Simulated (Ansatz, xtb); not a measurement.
Two isomers of C4H12SSi

Structure X: `CC[Si@H](C)SC`, a singlet. Structure Y: `CCCC[SiH2]S`, a singlet. Both are isolated molecules in the gas phase, relaxed with PBE-D3(BJ)/def2-SVP, each in the lowest conformer that the search found.

Question: Estimate which is lower in electronic energy at CCSD(T)/def2-SVP + ΔMP2/def2-TZVPP, and by roughly how much.

Answer: The CCSD(T)/def2-SVP + ΔMP2/def2-TZVPP calculation puts structure X lower, by 0.277 eV.

How the difference moves with the method:

| level | geometry | E(Y) − E(X) (eV) | departure from the last row (eV) | job, with rough time for the two |
| --- | --- | --- | --- | --- |
| GFN2-xTB | GFN2-xTB | −0.532 | −0.809 | optimisation, 0.29 s |
| HF/STO-3G | GFN2-xTB | +0.538 | +0.261 | single point, 0.44 s |
| r2SCAN-D4/def2-SVP | GFN2-xTB | +0.251 | −0.026 | single point, 4.5 s |
| PBE-D3(BJ)/def2-SVP | PBE-D3(BJ)/def2-SVP | +0.209 | −0.069 | optimisation, 29 s |
| HF/def2-SVP | PBE-D3(BJ)/def2-SVP | +0.139 | −0.139 | part of the CCSD(T) run |
| MP2/def2-SVP | PBE-D3(BJ)/def2-SVP | +0.129 | −0.149 | part of the CCSD(T) run |
| CCSD(T)/def2-SVP | PBE-D3(BJ)/def2-SVP | +0.083 | −0.194 | single point |
| CCSD(T)/def2-SVP + ΔMP2/def2-TZVPP | PBE-D3(BJ)/def2-SVP | +0.277 |  | single point, 86 s |

As drawn, Y has 2 C–C, 1 Si–H, 1 S–H in place of 1 C–Si, 1 C–S, 2 C–H.

GFN2-xTB puts the two in the other order. The largest departure from CCSD(T)/def2-SVP + ΔMP2/def2-TZVPP is that of GFN2-xTB, 0.809 eV. The last row adds to CCSD(T) the change of the MP2 difference between the two basis sets, here +0.194 eV, a large step that makes the value less sure.

With thermal terms from frequencies at re-optimised GFN2-xTB minima (ideal gas, soft modes damped towards free rotors, one conformer each, 298.15 K, 1 atm): on the last row, ΔE + ΔZPE = +0.222, ΔH = +0.197, ΔG = +0.252 eV.

The correlated steps freeze 14 core orbitals. Mirror images aren't counted in ΔG. Codes used: Ansatz 0.2.0, xtb 6.7.1; the last row on 4 threads of Arm Neoverse V1 on a shared host.

Structure X, the alkyl(methylthio)silane, is favoured over the butylsilanethiol at every ab initio and density-functional level, already at Hartree–Fock, so the preference doesn't depend on electron correlation. The main cause is probably at silicon. Moving carbon from the alkyl chain onto silicon exchanges a C–C and an Si–H bond for a strong, polar Si–C bond and a C–H bond, and electropositive silicon gains from the extra carbon substituent. Methylation at sulfur likely brings no comparable gain, since simple thiols and their isomeric sulfides lie close in energy. The larger basis widens the gap, perhaps because the polar bonds around silicon and sulfur need more flexible polarisation functions.

Zero-point energy works against X, as expected when stiff C–H oscillators replace softer Si–H and S–H ones, while entropy recovers part of that loss, leaving X ahead in free energy too. The total difference alone can't separate the silicon contribution from the sulfur one; that would need the isomers in which only one of the two sites is changed.
